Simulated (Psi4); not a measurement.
**A ladder of methods for MoClO2F (SMILES [O]=[Mo](=[O])([F])[Cl])**

The species is MoClO2F (5 atoms), meant as a singlet with charge 0. As SMILES, `[O]=[Mo](=[O])([F])[Cl]`. Geometry: optimised at PBE0/def2-TZVP.

Quantity: the HOMO–LUMO gap, in eV. The values are calculated.

```
                                                 level                    kind  program  value (eV)  CPU time
   PBE-D4/def2-TZVPP (density fitting, core potential)                     GGA     Psi4        4.19      32 s
r2SCAN-D4/def2-TZVPP (density fitting, core potential)                meta-GGA     Psi4        4.57      59 s
 B3LYP-D4/def2-TZVPP (density fitting, core potential)           global hybrid     Psi4        5.99      28 s
  PBE0-D4/def2-TZVPP (density fitting, core potential)           global hybrid     Psi4        6.50      35 s
  wB97M-V/def2-TZVPP (density fitting, core potential)  range-separated hybrid     Psi4       10.96      67 s
```

The values span 4.19 to 10.96 eV. Orbital gaps aren't excitation energies; they tend to grow with the share of exact exchange. CPU times are rough (shared hosts, several kinds of processor): they show what a rung costs within a factor of a few.

Every rung leaves a clear gap between filled and empty orbitals, as expected for formally d0 Mo(VI), but its size depends heavily on the functional. The step from PBE0 to wB97M-V, 6.50 to 10.96 eV, is larger than the whole spread among the other four methods, probably because full exchange at long range lowers the occupied levels and raises the empty ones towards electron-attachment energies.

The chemical origin of the gap is likely the same throughout: the highest occupied orbitals should be mainly ligand p in character, with chlorine lone pairs a plausible leading contribution given chlorine's lower electronegativity, while the lowest empty orbital should be largely Mo 4d. Pi donation from the oxo groups pushes metal d levels up and helps to keep the gap open.

The wB97M-V value is therefore best read as an estimate of the fundamental gap, and the PBE value isn't evidence of easy reduction. Without ionisation and electron-attachment energies for this molecule, the series can't show which rung comes closest to that gap.
